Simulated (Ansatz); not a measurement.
# Ta: energy above lowest point against volume scale

All results are calculated (Ansatz 0.2.0). Free energy against uniform scaling of the volume at fixed shape and fractions; periodic cell, basis, potentials, k mesh and filling as listed.

The cell before it is scaled or strained (space group Im-3m, No. 229):
```
cell vectors (Å)
  -1.6513     1.6513     1.6513
   1.6513    -1.6513     1.6513
   1.6513     1.6513    -1.6513
atoms (fractions of the cell vectors)
Ta  0.00000  0.00000  0.00000
```

Settings of every row: functional PBEsol; dispersion none; potentials all-electron LAPW; k mesh 12x12x12; k shift 0x0x0; occupations fermi dirac; smearing width 0.15 eV; spin none; basis error target 0.001 eV/atom; SCF threshold exponent -9.

Limits: coarse k mesh, up to 40 meV an atom off; no spin-orbit coupling, which can matter with elements this heavy.

```csv
row,volume scale,V (Å³/atom),energy above lowest point (meV/atom)
1,0.94,16.93,19.3
2,0.97,17.471,0
3,1,18.011,2.5
4,1.03,18.551,?
5,1.06,19.092,61.7
```

Question: what energy above lowest point should row 4 give?

Worked fit of energy above lowest point. Take u = (V_r/V)^(2/3) − 1 with V_r = 17.741 Å³ an atom, which is twice the finite (Eulerian) strain; such expansions in the strain, on which the Birch-Murnaghan equation of state is built, carry the rest volume and the bulk modulus. The shown rows have u = 0.03169, 0.01028, -0.01002, -0.04775. Least squares give energy above lowest point = −1.29 − 135.2 × u + 24794 × u² meV/atom; a straight line predicts inner rows, each left out in turn, worse (root mean square 25 against 0.13 meV/atom). The rows lie off it by 0.0, 0.1, -0.1, 0.0. Its lowest point lies at u = 0.0027, or V = 17.67 Å³ an atom, and the curvature there gives the bulk modulus at fixed shape and fractions, B = (4/9)(1 + u)² E″(u)/V = 201 GPa. The withheld row has u = -0.02932, so the fit gives −1.29 − 135.2 × (-0.02932) + 24794 × (-0.02932)² = 24.0 meV/atom.

The calculation gave 23.8 meV/atom. The fit lies 0.2 meV/atom (0.32 % of the column's range) above it; its largest miss of a shown row is 0.1 meV/atom.
